An orbital share is the fraction of the states in an energy window that belongs to one kind of atomic orbital. Here it comes from a PBE calculation whose crystal states were projected onto atomic orbitals by Loewdin's method. Energies count from the Fermi level, which lies in the middle of the gap of this insulating oxide.

Scalar-relativistic PBE calculation with Ansatz 0.2.0 (plane waves, PAW, no spin polarisation) for HfO2, space group P4_2/nmc, 6 atoms, unrelaxed. Wave cutoff 420 eV, k mesh 8x8x6, Gaussian smearing 0.05 eV. Both window edges count from the Fermi level, states are in electrons per cell, and orbital shares come from Loewdin projections.

| bottom of the window, from the Fermi level (eV) | top of the window (eV) | states in the window (per cell) | share of the cell that they fill | share of Hf 5d | share of Hf 6s | share of O 2p | share of O 2s | share of Hf 5p |
| --- | --- | --- | --- | --- | --- | --- | --- | --- |
| -20.52 | -18.01 | 8.00 | 0.16 | 0.12 | 0.05 | 0.00 | 0.79 | 0.03 |
| -12.43 | -12.13 | 28.00 | 0.04 | 0.00 | 0.00 | 0.00 | 0.00 | 0.00 |
| -8.15 | -2.36 | 24.00 | 0.25 | 0.14 | 0.02 | 0.82 | 0.00 | 0.00 |
| -8.14 | -6.21 | 5.47 | 0.37 | 0.25 | 0.03 | 0.70 | 0.00 | 0.00 |
| -6.21 | -4.30 | 7.81 | 0.28 | 0.15 | 0.02 | 0.80 | 0.01 | 0.00 |
| -2.99 | -2.38 | 3.37 | 0.16 | 0.04 | 0.00 | 0.94 | 0.00 | 0.00 |
| 2.38 | 2.99 | 0.76 | 0.39 | 0.87 | 0.02 | 0.09 | 0.01 | 0.00 |

**What happens**

The rows that begin at −8.14, −6.21 and −2.99 eV are the lower, middle and top windows of the filled oxygen band. On the way up, the share of Hf 5d falls from 0.25 to 0.04 and the share of O 2p rises. The bottom of the "oxygen" band is thus partly hafnium, while its top is almost pure oxygen.

The row that begins at −8.15 eV is the whole band, so its shares are averages. Taking the three windows away from it leaves the slice between the middle and top windows, with a Hf 5d share of 0.09, uncertain by up to 0.03 through rounding. It fits into the same descent. Dividing the electron density among atomic cells instead of orbitals also gives a fall of the hafnium part, though a gentler one.

**Why**

The hydrogen fluoride molecule shows the principle. The fluorine 2p orbital along the bond mixes with hydrogen 1s and is pushed down; the two across the bond find no partner and stay on top as lone pairs. In HfO₂ the empty Hf 5d orbitals play the part of hydrogen 1s. The analogy ends where the crystal forms bands: mixing then changes gradually from state to state, and oxygen atoms also overlap with one another.

What decides the mixing is how the 2p orbitals around each hafnium point and how their signs are arranged. Where their overlaps with a 5d orbital add up, the state gains 5d character and sinks. Where they cancel, it remains O 2p and stays high. This is standard bonding theory; the table shows the resulting composition, not the overlaps themselves.

**How large**

Take one O 2p level at energy Ep and one Hf 5d level at Ed, coupled by V, and neglect their direct overlap. For a mixed state at energy E, the two-level equations give the ratio of 5d to 2p amplitude once as (E − Ep)/V and once as V/(E − Ed). Their product is the ratio of the shares:

share of 5d / share of 2p = (Ep − E)/(Ed − E)

Without coupling the state stays at Ep and holds no 5d. With coupling much stronger than the separation of the levels, the shares become equal. Between these limits, a d level closer to O 2p means more mixing for the same coupling.

For an estimate, set Ep at the top of the valence band, −2.39 eV, and choose Ed so that the lower window comes out right, which gives 6.2 eV. The middle window, not used for this, is centred at −5.26 eV. The formula gives (5.26 − 2.39)/(6.2 + 5.26) ≈ 0.25, against 0.15/0.80 ≈ 0.19 in the table.

The descent itself is no test, because with Ep at the valence top the formula falls towards that top for any Ed above it. The test is the size, and the model overstates the middle ratio by a third. One possible reason, untested here, is that overlap between oxygen atoms raises the valence top, so that the uncoupled O 2p level lies below the assumed Ep. A lower Ep, with Ed fitted anew, brings the middle ratio down. The fitted Ed stands for many levels at once: the real 5d levels are split and spread over a range, and the bottom of the conduction band is already mainly Hf 5d. The output below also gives the poorer result with Ed placed at the conduction bottom.

**Rows that need care**

The row at −12.43 eV holds the filled Hf 4f shells, 14 electrons on each of two atoms, which is why all its listed shares are zero. These compact orbitals fill only 0.04 of the cell. PBE places them too close to the valence band, and because the run leaves out spin–orbit coupling, they appear as one narrow group instead of two.

The O 2s row, at −20.52 eV, has more Hf 5d than the valence top although it lies much farther from the 5d levels. The valence top is a selection of states that hardly mix, whereas this row averages over all combinations of the O 2s orbitals, those that suit a 5d orbital included. The fairer comparison is the whole O 2p band, with 0.14 against 0.12 here. Part of the share is also a matter of counting: all hafnium orbitals together receive 0.20 by projection, but the hafnium cells hold only 0.07 of the density. Tails that overlap can be credited to either atom.

The same ambiguity affects the empty states above the gap. Projection gives them 0.09 O 2p, yet 0.42 of their density lies in the oxygen cells. A likely reason is that the wide 5d orbitals reach into them, though the projection may also miss some oxygen character. The k mesh is too coarse for their number, so only their mainly 5d character should be used. The mesh is also coarse for the narrow window at the valence top, but there the counted and the projected states nearly agree.

**What to do about it**

Judge metal–oxygen mixing from the whole valence band, not from its top edge alone. Compare shares only when they come from the same way of dividing the electrons. Within the O 2p band, orbitals and atomic cells give the same order of the hafnium shares, but they disagree on whether the O 2s or the O 2p band holds more hafnium. Relax the cell and the atoms before using the shares as material data: the structure was taken as it came, and forces of up to 0.14 eV/Å remain on the oxygen atoms. The stress on the cell was not computed here; the warning of strong stress that comes with the data rests on its makers' tests on other systems, not on this run. The gap needs a better method as well, since PBE makes it too small even in a relaxed cell.

Output of the analysis:

```
Windows:
     row  middle of window in eV  density share in the two Hf cells  projected states over counted states  states per eV
  -20.52                  -19.27                              0.068                                0.9985          3.187
  -12.43                  -12.28                              0.978                                0.9996          93.33
   -8.15                  -5.255                              0.114                                0.9929          4.145
   -8.14                  -7.175                               0.15                                 1.024          2.834
   -6.21                  -5.255                              0.126                                 1.012          4.089
   -2.99                  -2.685                               0.06                                 1.026          5.525
    2.38                   2.685                              0.576                                 1.647          1.246
Top of the valence band from the Fermi level in eV: -2.386
Bottom of the conduction band from the Fermi level in eV: 2.385
States in the missing slice between middle and top windows: 7.35
Hf 5d share in the missing slice: 0.09336
Largest rounding error of that share: 0.02765
O 2p share in the missing slice: 0.8755
Ratio 5d to 2p in the lower window: 0.3571
Ratio 5d to 2p in the middle window: 0.1875
Ratio 5d to 2p in the missing slice: 0.1066
Ratio 5d to 2p in the top window: 0.04255
Effective 5d level set by the lower window in eV: 6.235
Model with that level, middle window: 0.2497
Model with that level, missing slice: 0.1275
Model with that level, top window: 0.03357
Model with 5d at the conduction bottom, lower window: 0.501
Model with 5d at the conduction bottom, middle window: 0.3756
Model with 5d at the conduction bottom, missing slice: 0.2089
Model with 5d at the conduction bottom, top window: 0.05905
Density at the emptiest point, lower window over top window: 14.46
Sum of Hf shares by Loewdin in the O 2s row: 0.2
```
